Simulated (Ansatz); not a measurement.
## HfC: energy above lowest point against volume scale

Free energy against uniform scaling of the volume at fixed shape and fractions; periodic cell, basis, potentials, k mesh and filling as listed. The results are calculated, by Ansatz 0.2.0.

The cell before it is scaled or strained (space group Fm-3m, No. 225):
```
CELL_PARAMETERS angstrom
0.00000 2.32500 2.32500
2.32500 0.00000 2.32500
2.32500 2.32500 0.00000
ATOMIC_POSITIONS crystal
Hf 0.50000 0.50000 0.50000
C 0.00000 0.00000 0.00000
```

Settings of every row: functional PBE; dispersion D3(BJ); potentials PAW; wave cutoff 510 eV; density cutoff 2040 eV; k mesh 11x11x11; k shift 0x0x0; occupations cold; smearing width 0.1 eV; spin none.

Limits: coarse k mesh, up to 40 meV an atom off; no spin-orbit coupling, which can matter with elements this heavy.

```
row  volume scale  V (Å³/atom)  energy above lowest point (meV/atom)
  1          0.88        11.06                                 114.3
  2          0.92       11.563                                  36.4
  3          0.96       12.065                                   0.9
  4             1       12.568                                     0
  5          1.04       13.071                                  27.4
  6          1.08       13.574                                     ?
  7          1.12       14.076                                 147.6
```

Question: what energy above lowest point should row 6 give?

Worked fit of energy above lowest point. Take u = (V_r/V)^(2/3) − 1 with V_r = 12.316 Å³ an atom, which is twice the finite (Eulerian) strain; such expansions in the strain, on which the Birch-Murnaghan equation of state is built, carry the rest volume and the bulk modulus. The shown rows have u = 0.07434, 0.04296, 0.01382, -0.01341, -0.03889, -0.0852. Least squares give energy above lowest point = −3.45 + 25.8 × u + 21031 × u² − 944 × u³ meV/atom; a parabola predicts inner rows, each left out in turn, worse (root mean square 0.15 against 0.023 meV/atom). All shown rows lie on it to the printed digit. Its lowest point lies at u = -0.0006, or V = 12.33 Å³ an atom, and the curvature there gives the bulk modulus at fixed shape and fractions, B = (4/9)(1 + u)² E″(u)/V = 243 GPa. The withheld row has u = -0.06278, so the fit gives −3.45 + 25.8 × (-0.06278) + 21031 × (-0.06278)² − 944 × (-0.06278)³ = 78.1 meV/atom.

The calculation gave 78.1 meV/atom. The fit meets it to the printed digit.
